**Does the spin splitting of a neutron in 10 T change if it moves, and in which direction?**

For a neutron at rest I use $2|\mu_n|B$. What does the Dirac-Pauli equation predict if I double $B$, send the neutron across or along the field, or swap it for a proton?

---

**Answer**

Take $\hbar=c=1$, uniform $\mathbf B=B\hat z$ with $B>0$, and

$$H=\boldsymbol\alpha\cdot\boldsymbol\pi+\beta m-\mu'\beta\Sigma_zB ,\qquad \boldsymbol\pi=\mathbf p-e\mathbf A .$$

Here $\mu'$ is the anomalous moment, which for a neutron is the whole moment.

**Spectrum.** Let $A=\boldsymbol\alpha_\perp\cdot\boldsymbol\pi_\perp+\beta m$, so $A^2=m^2+\pi_\perp^2-eB\Sigma_z\equiv\epsilon_\perp^2$. The transverse Foldy-Wouthuysen rotation is generated by $\beta\boldsymbol\alpha_\perp\cdot\boldsymbol\pi_\perp$, which commutes with $\alpha_z$ and $\beta\Sigma_z$. It turns $A$ into $\beta\epsilon_\perp$ and leaves the rest alone:

$$H'=\alpha_zp_z+\beta(\epsilon_\perp-\mu'B\Sigma_z).$$

Now $\Sigma_z=s=\pm1$ is conserved, and a longitudinal rotation gives

$$E_s^2=p_z^2+(\epsilon_\perp-s\mu'B)^2 .$$

For a charge, $\epsilon_\perp^2=m^2+2N|e|B$. A neutron has no Landau levels, and $\epsilon_\perp^2=m^2+p_\perp^2$. At fixed momentum,

$$\Delta=|E_+-E_-|=\frac{4|\mu'|B\,\epsilon_\perp}{E_++E_-}\simeq2|\mu'|B\,\frac{\epsilon_\perp}{E_0},\qquad E_0^2=p_z^2+\epsilon_\perp^2 .$$

The last form is exact at $p_z=0$. Otherwise its relative correction is $-(\mu'B)^2p_z^2/2E_0^4$ to leading order.

**Baseline.** Approximate inputs are $\mu_n=-1.913\,\mu_N$, $\mu_N/h=7.6226$ MHz/T and $m_n=939.565$ MeV. At rest in 10 T, $\Delta=1.206\ \mu$eV, or $\nu_0=\Delta/h=291.6$ MHz. Since $\mu_n<0$, $s=-1$ lies lower. The correction above stays below $(\mu_nB/m_n)^2\approx4\times10^{-31}$ and is dropped.

**Reasoning first.** $\Delta/h$ is the spin precession frequency on laboratory clocks. A neutral particle is not accelerated in a uniform field, so there is no Thomas term.

1. *Double $B$ at rest.* The levels are $m-s\mu'B$, so the splitting doubles exactly.
2. *Move across $B$.* The rest-frame field is $\gamma B$ and time dilation divides the frequency by $\gamma$. Expect no change.
3. *Move along $B$.* The field is unchanged by the boost and only time dilation remains. Expect a decrease by the factor $1/\gamma$.
4. *Move obliquely.* Expect a smaller decrease.
5. *Proton.* The Dirac part of the moment makes spin flip and orbital quantum degenerate, so only the anomalous part splits a level. It is positive, so the order of $s$ reverses.

**Calculation.** For speed $v$ at angle $\theta$ to $\mathbf B$,

$$\frac{\nu}{\nu_0}=\frac{\sqrt{m^2+p^2\sin^2\theta}}{\sqrt{m^2+p^2}}=\sqrt{1-v^2\cos^2\theta}.$$

This is $1$ at $90^\circ$ and $1/\gamma=m/(m+T)$ at $0^\circ$, with $T$ the kinetic energy, as predicted. For $T=100$ MeV, $v^2=0.183$.

| Change | $\nu$ (MHz) | Relative change |
|---|---|---|
| $B=20$ T, at rest | 583.3 | doubled |
| any $T$, $\theta=90^\circ$ | 291.6 | exactly zero |
| 100 MeV, $\theta=45^\circ$ | 278.0 | $-4.7\,\%$ |
| 100 MeV, $\theta=0$ | 263.6 | $-9.6\,\%$ |

For a typical thermal neutron, $T=25$ meV, along the field, the relative change is $-T/(m+T)=-2.7\times10^{-11}$, or $-7.8$ mHz. A drift of $B$ by the same fraction would mask it.

For the proton take $\mu'\approx+1.793\,\mu_N$. With $\pi_\perp^2=(2n+1)eB$ one has $2N=2n+1-s$. The level $N=0$ therefore exists only for $s=+1$ and is shifted down by $\mu'B$, not split. Each $N\ge1$ level splits at $p_z=0$ by $2\mu'B/h=273.3$ MHz, with $s=+1$ lower. This is not the spin-resonance frequency. A flip from $s=+1$ to $s=-1$ at fixed $n$ raises $N$ by one and, for low $N$, adds the cyclotron quantum $eB/m_p=2\mu_NB$, or 152.5 MHz. The total is 425.8 MHz.